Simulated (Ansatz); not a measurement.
# MnHg: the change of energy less free atoms and pressure with volume per atom

Results calculated with Ansatz 0.2.0, not measured. Periodic Kohn-Sham DFT of a crystal at fixed atoms; pressure and stress are positive in compression; the energy is the free energy less that of spherical unpolarised free atoms; site moments are those in the method's own spheres, positive along +z.

Cell of the first row (space group Pm-3m, No. 221):
```
cell vectors (Å)
   3.2479     0.0000     0.0000
   0.0000     3.2479     0.0000
   0.0000     0.0000     3.2479
atoms (fractions of the cell vectors)
Mn  0.50000  0.50000  0.50000
Hg  0.00000  0.00000  0.00000
```

Settings of every row: method all-electron LAPW; functional PBE; relativity scalar; k mesh 10x10x10; filling fermi-dirac; smearing width 0.08 eV; basis error target 0.25 meV/atom; nucleus gaussian.

Atom:
| element | start moment (bohr magneton) |
| --- | --- |
| Mn | 4 |
| Hg | 0 |

Limits: no spin-orbit coupling on heavy atoms; with one magnetic atom in the cell only parallel moments are possible.

| row | volume per atom (Å³) | energy less free atoms (eV/atom) | pressure (GPa) | cell moment (bohr magneton) |
| --- | --- | --- | --- | --- |
| 1 | 17.131 | -4.434 | 5.897 | 3.77 |
| 2 | 17.668 | -4.4484 | 2.791 | 3.828 |
| 3 | 18.215 | -4.4535 | 0.317 | 3.895 |
| 4 | 18.761 | ? | ? | ? |
| 5 | 19.308 | -4.4422 | -3.414 | 4.02 |

Question: what energy less free atoms and pressure should row 4 give?

Worked fit of energy less free atoms. Take u = (V_r/V)^(2/3) − 1 with V_r = 17.941 Å³ an atom, which is twice the finite (Eulerian) strain; such expansions in the strain, on which the Birch-Murnaghan equation of state is built, carry the rest volume and the bulk modulus. The shown rows have u = 0.03128, 0.01027, -0.01005, -0.04778. Least squares give energy less free atoms = −4.45197 + 0.2649 × u + 9.836 × u² eV/atom; a straight line predicts inner rows, each left out in turn, worse (root mean square 0.0096 against 0.00037 eV/atom). The rows lie off it by 0.0001, -0.0002, 0.0001, 0.0000. The withheld row has u = -0.02935, so the fit gives −4.45197 + 0.2649 × (-0.02935) + 9.836 × (-0.02935)² = -4.4513 eV/atom.

The calculation gave -4.451 eV/atom. The fit lies 0.0003 eV/atom (1.5 % of the column's range) below it; its largest miss of a shown row is 0.0002 eV/atom.

Worked fit of pressure. Take u = (V_r/V)^(2/3) − 1 with V_r = 17.941 Å³ an atom, which is twice the finite (Eulerian) strain; such expansions in the strain, on which the Birch-Murnaghan equation of state is built, carry the rest volume and the bulk modulus. The shown rows have u = 0.03128, 0.01027, -0.01005, -0.04778. Least squares give pressure = 1.4957 + 125.347 × u + 475.44 × u² GPa; a straight line predicts inner rows, each left out in turn, worse (root mean square 0.46 against 0.085 GPa). The rows lie off it by 0.015, -0.042, 0.033, -0.006 (root mean square 0.028 GPa). The pressure vanishes at u = -0.0125, or V = 18.28 Å³ an atom, and there the bulk modulus at fixed shape and fractions is B = −V dP/dV = (2/3)(1 + u) dP/du = 74.7 GPa. The withheld row has u = -0.02935, so the fit gives 1.4957 + 125.347 × (-0.02935) + 475.44 × (-0.02935)² = -1.774 GPa.

The calculation gave -1.709 GPa. The fit lies 0.065 GPa (3.8 % of the value, 0.7 % of the column's range) below it; its largest miss of a shown row is 0.042 GPa.

The other values of row 4: cell moment 3.961 bohr magneton.
